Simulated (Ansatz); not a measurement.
# Re: pressure as volume per atom varies

Results calculated with Ansatz 0.2.0, not measured. Periodic Kohn-Sham DFT of a crystal at fixed atoms; pressure and stress are positive in compression; the energy is the free energy less that of spherical unpolarised free atoms; site moments are those in the method's own spheres, positive along +z.

Cell of the first row (space group Fm-3m, No. 225):
```
Re
1.0
      0.0000     1.9347     1.9347
      1.9347     0.0000     1.9347
      1.9347     1.9347     0.0000
Re
1
Direct
  0.00000 0.00000 0.00000
```

Settings of every row: method all-electron PAW; functional LDA; relativity scalar; k mesh 14x14x14; filling fermi-dirac; smearing width 0.03 eV; nucleus gaussian.

Atom start moment: 0 on all atoms.

Limits: no spin-orbit coupling on heavy atoms.

Limits of some rows: cell far from its zero-pressure volume (row 9).

```
row  volume per atom (Å³)  pressure (GPa)
  1                14.483           -3.06
  2                14.491          -3.264
  3                14.791         -10.788
  4                15.099               ?
  5                15.253         -20.843
  6                15.407         -23.822
  7                15.562         -26.632
  8                15.716          -29.28
  9                16.024         -34.129
```

Question: what pressure should row 4 give?

Worked fit of pressure. Take u = (V_r/V)^(2/3) − 1 with V_r = 15.33 Å³ an atom, which is twice the finite (Eulerian) strain; such expansions in the strain, on which the Birch-Murnaghan equation of state is built, carry the rest volume and the bulk modulus. The shown rows have u = 0.03862, 0.03824, 0.02415, 0.00336, -0.00333, -0.00996, -0.01644, -0.02909. Least squares give pressure = −22.3491 + 445.336 × u + 1401.01 × u² GPa; a straight line predicts inner rows, each left out in turn, worse (root mean square 0.64 against 0.013 GPa). The rows lie off it by 0.001, 0.007, -0.011, -0.006, -0.005, 0.014, 0.012, -0.011 (root mean square 0.0093 GPa). The withheld row has u = 0.01017, so the fit gives −22.3491 + 445.336 × (0.01017) + 1401.01 × (0.01017)² = -17.675 GPa.

The calculation gave -17.683 GPa. The fit lies 0.008 GPa (0.026 % of the column's range) above it; its largest miss of a shown row is 0.014 GPa.
